## Two good moves that spoil each other

Row 5 looks wrong. In the most stable shape of 3-fluoro-3-methylpentane, one of the two ethyl groups turns its CH₃ to the side opposite fluorine. In row 5 both ethyl groups do so, and the energy is not lower still but 2.28 kcal/mol higher. What suits one ethyl group is ruinous for two.

Conformers of 3-fluoro-3-methylpentane, at most five kept, from PySCF 2.14.0 and tblite 0.8.0: B3LYP-D3(BJ)/def2-SVP energies in methanol at GFN2-xTB geometries. Free energies and weights are for 298.15 K, with GFN2-xTB quasi-harmonic terms. Torsions are C–C–C–F and F–C–C–C; one of each mirror pair is shown, and its free energy and weight cover both.

| number | torsions in degrees | point group | mirror pair | GFN2-xTB energy above its lowest (kcal/mol) | DFT energy above the lowest (kcal/mol) | free energy above the lowest (kcal/mol) | weight (%) | dipole (D) |
| --- | --- | --- | --- | --- | --- | --- | --- | --- |
| 1 | (-177,62) | C1 | yes | 0.000 | 0.000 | 0.000 | 45.80 | 2.260 |
| 2 | (-175,61) | C1 | yes | 0.110 | 0.500 | 0.460 | 21.20 | 2.260 |
| 3 | (60,-60) | Cs | no | 0.480 | 0.380 | 0.610 | 16.40 | 2.170 |
| 4 | (66,62) | C1 | yes | 0.380 | 0.610 | 0.620 | 16.00 | 2.180 |
| 5 | (152,176) | C1 | yes | 1.390 | 2.280 | 2.570 | 0.60 | 2.310 |

### Reading the shapes

The central carbon carries fluorine, a methyl group and two ethyl groups. Seen along the bond from an ethyl group to this carbon, the CH₃ at the end of the ethyl can stand opposite, or anti to, one of three neighbours: fluorine, the methyl group or the other ethyl group. It is then gauche, about 60° away, to the remaining two. The two torsions in the table are measured from fluorine, so a value near 180° means anti to fluorine and a value near 60° means one of the other two positions.

Rows 1 and 2 thus have one CH₃ anti to fluorine, row 5 has two, and rows 3 and 4 have none. In row 4 the two torsions have the same sign, which means that one CH₃ is anti to the methyl group and the other is anti to the opposite ethyl group. Rows 1 and 2 follow from row 4 by turning one or the other of these ethyl groups until its CH₃ is anti to fluorine. Their torsions are nearly equal and do not tell which row comes from which turn, but the argument below does not need to know.

### The limit of independent ethyl groups

Take first the limit in which the two ethyl groups do not feel each other. Each position of a CH₃ then has its own fixed energy, and the energy of the molecule is the sum of two such terms. Starting from row 4, one turn leads to row 1, the other leads to row 2, and both together lead to row 5. The two energy changes should simply add.

Let $E_n$ be the DFT energy of row $n$ above the lowest, in kcal/mol. The changes are $E_1-E_4$ and $E_2-E_4$, and adding both to $E_4$ gives

$$E_5 = E_1 + E_2 - E_4 = 0.00 + 0.50 - 0.61 = -0.11 .$$

Nothing has been fitted, and exchanging rows 1 and 2 leaves the result unchanged. Independent ethyl groups would make row 5 about as stable as row 1.

The computed value is 2.28, which is 2.39 kcal/mol above this estimate. GFN2-xTB gives an excess of 1.66 in the same way. The failure of the sum is the useful result, because it shows that the high energy of row 5 does not come from the position of either CH₃ relative to fluorine. It comes from the presence of both at once. The program's output after the text gives the excess at both levels.

### Where the two ends meet

The geometry suggests what the two groups do to each other. Follow the chain of five carbons from one CH₃ through the centre to the other. With both ends anti to fluorine, the two inner bonds of this chain are both gauche, with opposite senses of twist. These are the turns found in a cyclohexane ring, so the chain curls up like five of the six carbons of a chair.

In the ring, a sixth carbon would bridge the two ends. Here there is none, and each end carries three hydrogens that must share the gap. At ideal angles the end carbons would be only about 2.5 Å apart, the distance between two carbons bonded to a common atom. This is the syn-pentane clash, a standard cause of high energy in branched chains.

Row 5 bears the marks of such a clash. One of its torsions is 152° instead of about 180°, as if one end had swung aside to make room. The swing also destroys the mirror plane that an ideal shape of this kind would have. Some strain has therefore been relieved already, and the computed energy is what remains.

The clash needs both gauche turns, and it needs them in opposite senses. If the senses are equal, the ends lie on opposite sides of the chain; if one of the two bonds is extended, the ends are far apart. Rows 1, 2 and 4 each fall under one of these harmless cases. To judge a similar branched chain, look first for five carbons in a row with two neighbouring gauche turns of opposite sense, and only then weigh the smaller preferences.

The rule can be tried on the shapes in which both CH₃ groups are gauche to fluorine and mirror each other. There are two: the fully extended chain, and a curled one with both ends anti to the methyl group, which has the clash again. One should be low and the other high. GFN2-xTB puts row 3 at 0.48 kcal/mol and a sixth conformer, cut from the table by the limit of five, at 2.29. The outputs give no torsions for the sixth, but if each of the six possible staggered shapes gives one conformer, only one of these two is left for it. The energies fit the rule. Row 3 also keeps its mirror plane and torsions of 60°, with no sign of the swing seen in row 5, and is therefore taken to be the extended chain.

### The small preference that remains

With the clash out of the way, four shapes lie within 0.61 kcal/mol of each other. Here the usual rules are a poor guide. A CH₃ anti to fluorine is gauche to two carbon groups instead of one, which should crowd it. It also puts a C–C bond opposite the C–F bond, where a C–H bond would give electrons more readily to the empty antibonding orbital of C–F.

Both rules favour rows 3 and 4, yet row 1 is the lowest at both levels of theory. A possible reason is dispersion, the weak attraction between neighbouring groups, which gains when a CH₃ lies beside a carbon group instead of the less polarisable fluorine. The table does not test this, and an error of the small basis set, discussed below, could add to the same preference. Nor does the table explain why row 1 lies below row 2, which treats fluorine in the same way and differs only in where the second CH₃ points.

### Energy and number

Row 3 lies slightly below row 2 in DFT energy, but its weight is 16.4% against 21.2%. The reason is symmetry. Row 3 is its own mirror image, whereas row 2 stands for two mirror-image structures of equal energy. If all energies were equal, row 3 would have half the weight of row 2; near absolute zero, this factor of two would lose its force and energy alone would decide.

At room temperature the factor of two is worth $RT\ln 2 = 0.41$ kcal/mol, where $R$ is the gas constant and $T$ the temperature. It is already contained in the free energies. Compared with row 2, vibrational and other thermal terms return 0.14 of it to row 3. The remaining 0.27 still outweighs the lead of 0.12 that row 3 has in DFT energy, and so row 3 falls behind row 2.

### How safe the order is

Row 1 is the most stable, with 45.8% of the population of the five listed shapes. Its lead over the next shape is 0.38 kcal/mol in DFT energy and only 0.11 in GFN2-xTB. Relative to row 1, row 2 moves by 0.39 between the two levels, as much as the whole DFT lead. This change is no error bar for the DFT result, but it shows that first place is likely and not secure.

The order of rows 2 to 4 is open. The two levels disagree about rows 2 and 3, and the free energies of rows 3 and 4 differ by less than the noise of some hundredths of a kcal/mol. Row 5 is another matter. It lies above all the others by 1.67 kcal/mol in DFT and by 0.91 in GFN2-xTB, so its last place among the five is safe. The size of the gap is less certain, since the DFT energies were computed at GFN2-xTB geometries and a strained contact is sensitive to small shifts of the atoms.

A relative error of 0.46 kcal/mol in free energy would bring row 2 level with row 1. For row 3 the figure is 0.61, and here the small basis set deserves suspicion. In such a basis, groups in contact borrow each other's functions, which lowers the energy of compact shapes too much. A larger basis could therefore favour the extended chain of row 3, though by how much is untested.

The runner-up and the size of the lead also depend on what is being compared. If each mirror image is counted as a separate structure, row 1 has 22.9% and row 3 has 16.4%, which makes row 3 the runner-up. The gap between them is then only 0.20 kcal/mol in free energy, and a modest error could reverse it. To lift row 5 out of last place, by contrast, most of the clash between its two ends would have to vanish.

Output of the analysis:

```
Shapes and counting:
  row  CH3_anti_to_F  gauche_CH3_to_C_contacts  mirror_copies  weight_per_single_structure_percent
    1              1                         3              2                                 22.9
    2              1                         3              2                                 10.6
    3              0                         2              1                                 16.4
    4              0                         2              2                                    8
    5              2                         4              2                                  0.3
Energy changes in kcal/mol:
  row  DFT_less_GFN2  free_energy_less_DFT_energy  part_from_mirror_counting  remaining_thermal_part
    1              0                            0                          0                       0
    2           0.39                        -0.04                          0                   -0.04
    3           -0.1                         0.23                     0.4107                 -0.1807
    4           0.23                         0.01                          0                    0.01
    5           0.89                         0.29                          0                    0.29
Lead of row 1 over the next lowest in DFT energy, kcal/mol: 0.38
Lead of row 1 over the next lowest in GFN2-xTB energy, kcal/mol: 0.11
Lead of row 1 over the next lowest in free energy, kcal/mol: 0.46
Weight of row 1 over weight of row 2, ratio: 2.16
Row 2 less row 3 in DFT energy, kcal/mol: 0.12
Row 2 less row 3 in GFN2-xTB energy, kcal/mol: -0.37
Row 2 less row 3 in free energy, kcal/mol: -0.15
Row 3 above row 1 in free energy per single structure, kcal/mol: 0.1993
Row 5 above the highest of the other four in DFT energy, kcal/mol: 1.67
Row 5 above the highest of the other four in GFN2-xTB energy, kcal/mol: 0.91
Row 5 expected from additive ethyl groups in DFT energy, kcal/mol: -0.11
Excess of row 5 over the additive value in DFT, kcal/mol: 2.39
Excess of row 5 over the additive value in GFN2-xTB, kcal/mol: 1.66
Weight of rows 1 and 2 together, percent: 67
Weight of rows 3 and 4 together, percent: 32.4
Share of all ethyl groups with CH3 anti to F, percent: 34.1
Span of the dipoles, D: 0.14
Rough weight of the omitted sixth conformer if counted twice, percent: 0.9584
```
